\section*{Remote interface charge in a Ge/SiGe hole well: transport versus quantum lifetime}

In an undoped, gated Ge well, charge trapped at the oxide interface plays the part of the donor sheet. We use Hartree atomic units, $\hbar=e=m_e=4\pi\epsilon_0=1$.

\subsection*{Model}
Take one parabolic heavy-hole subband of zero thickness, mass $m$, twofold degeneracy, density $p$ and $k_F=\sqrt{2\pi p}$ at $T=0$. Uncorrelated unit charges of density $n_i$ lie at distance $d$ in a uniform dielectric $\epsilon$. Elastic scattering by an angle $\theta$ transfers $q=2k_F\sin(\theta/2)\le 2k_F$, where the static polarizability equals the density of states $m/\pi$. Hence
\begin{equation}
|V(q)|=\frac{2\pi e^{-qd}}{\epsilon(q+q_{TF})}=\frac{\pi}{m}\,\frac{q_{TF}}{q+q_{TF}}\,e^{-qd},\qquad q_{TF}=\frac{2m}{\epsilon}.
\end{equation}
The golden rule gives
\begin{equation}
\frac1\tau=\frac{n_i m}{\pi}\int_0^\pi |V|^2\,w(\theta)\,d\theta ,
\end{equation}
with $w=1$ for $\tau_q$ (total scattering-out rate) and $w=1-\cos\theta$ for $\tau_{tr}$.

\subsection*{Perfect screening, all angles}
For $q_{TF}\to\infty$ set $a=4k_Fd$. Since $1-\cos\theta=2\sin^2(\theta/2)$,
\begin{equation}
\frac1{\tau_q}=\frac{\pi n_i}{m}J(a),\qquad \frac1{\tau_{tr}}=\frac{2\pi n_i}{m}J''(a),
\end{equation}
\begin{equation}
J(a)=\int_0^\pi e^{-a\sin(\theta/2)}d\theta=\pi\,[I_0(a)-\mathbf L_0(a)],
\end{equation}
with modified Bessel and Struve functions. Substituting $s=\sin(\theta/2)$ and expanding $(1-s^2)^{-1/2}$ gives $J\simeq(2/a)(1+a^{-2})$ and $2J''\simeq(8/a^3)(1+6a^{-2})$. The leading terms, with $\hbar$ and $e$ restored, are the general statement:
\begin{equation}
\frac1{\tau_q}=\frac{\pi\hbar n_i}{2m\,k_Fd},\quad
\frac1{\tau_{tr}}=\frac{\pi\hbar n_i}{8m(k_Fd)^3},\quad
\mu=\frac{e\tau_{tr}}{m}=\frac{8e(k_Fd)^3}{\pi\hbar n_i},\quad
\frac{\tau_{tr}}{\tau_q}=(2k_Fd)^2 .
\end{equation}
At fixed $n_i$, $\mu\propto p^{3/2}$.

\subsection*{Finite screening, small angles}
Put $q=k_F\theta$, extend the integral to infinity, and let $u=2qd$, $z=2q_{TF}d$, $G=e^{z}E_1(z)$ with $E_1$ the exponential integral. The leading rates are multiplied by
\begin{align}
f_q&=\int_0^\infty\frac{z^2e^{-u}}{(u+z)^2}\,du=z-z^2G\simeq1-\frac2z,\\
f_{tr}&=\frac12\int_0^\infty\frac{z^2u^2e^{-u}}{(u+z)^2}\,du=\frac{z^2}{2}\left[1+z-z(z+2)G\right]\simeq1-\frac6z .
\end{align}
Neither factor depends on $p$, so the exponent $3/2$ survives.

\subsection*{Numbers}
Inputs: typical $m=0.06$ and $\epsilon=15$; chosen $d=50$~nm and $p=n_i=2\times10^{11}$~cm$^{-2}$. In atomic units $d=944.9$, $k_F=5.932\times10^{-3}$, $n_i=5.601\times10^{-6}$ and $q_{TF}=0.008$. Then $k_Fd=5.605$, $a=22.42$, $z=15.12$, and the leading $1/\tau_q=2.616\times10^{-5}$. The all-angle integrals raise the leading rates by factors $1.002$ ($\tau_q$) and $1.0125$ ($\tau_{tr}$), while $f_q=0.889$ and $f_{tr}=0.714$. With $2.419\times10^{-17}$~s per atomic time unit:

\begin{tabular}{lcccc}
 & $\tau_q$ (ps) & $\tau_{tr}$ (ps) & $\tau_{tr}/\tau_q$ & $\mu$ ($10^6$ cm$^2$/Vs)\\
general statement & 0.925 & 116 & 126 & 3.41\\
all angles, $q_{TF}\to\infty$ & 0.923 & 115 & 124 & 3.36\\
small angles, finite $q_{TF}$ & 1.04 & 163 & 156 & 4.77
\end{tabular}

The condition $k_Fd\gg1$ is easily met here. The condition $q_{TF}d\gg1$ is the restrictive one, because the light mass makes $q_{TF}$ small: finite screening raises $\mu$ by a factor $1/f_{tr}=1.40$. These mobilities count interface charge only.

\subsection*{What the model leaves out}
\emph{Gate and oxide.} At perfect screening the hole plane acts as a grounded conductor, and $V$ is the induced density divided by $m/\pi$. For an oxide of thickness $t$ and permittivity $y\epsilon$ under a metal gate, the potential goes as $\sinh qx$ below the interface ($x$ is the height above the holes) and as $\sinh q(d+t-x)$ above it. Matching the displacement jump at $x=d$ replaces $e^{-qd}$ by
\begin{equation}
F(q)=\left[\cosh qd+y\coth(qt)\sinh qd\right]^{-1}.
\end{equation}
The powers of $k_F$ stay, and the prefactors change by as much as the screening correction. For $y=1$, $t=d$, $F=1/(2\cosh qd)$: $1/\tau_q$ is multiplied by $1/2$, $1/\tau_{tr}$ by $\pi^2/12=0.82$, and the ratio by $6/\pi^2=0.61$. For a thick oxide with approximate $y=0.6$ the rate factors are $2/(1+y)=1.25$ and, by numerical integration, $1.47$.

\emph{Golden rule.} An exponential decay with time $\tau_q$ needs the path $v_F\tau_q$, $v_F=k_F/m$, to exceed the correlation length of the potential, of order $d$. The leading rate gives $v_F\tau_q/d=4p/n_i=4$, a moderate margin that is lost for $n_i\gtrsim4p$.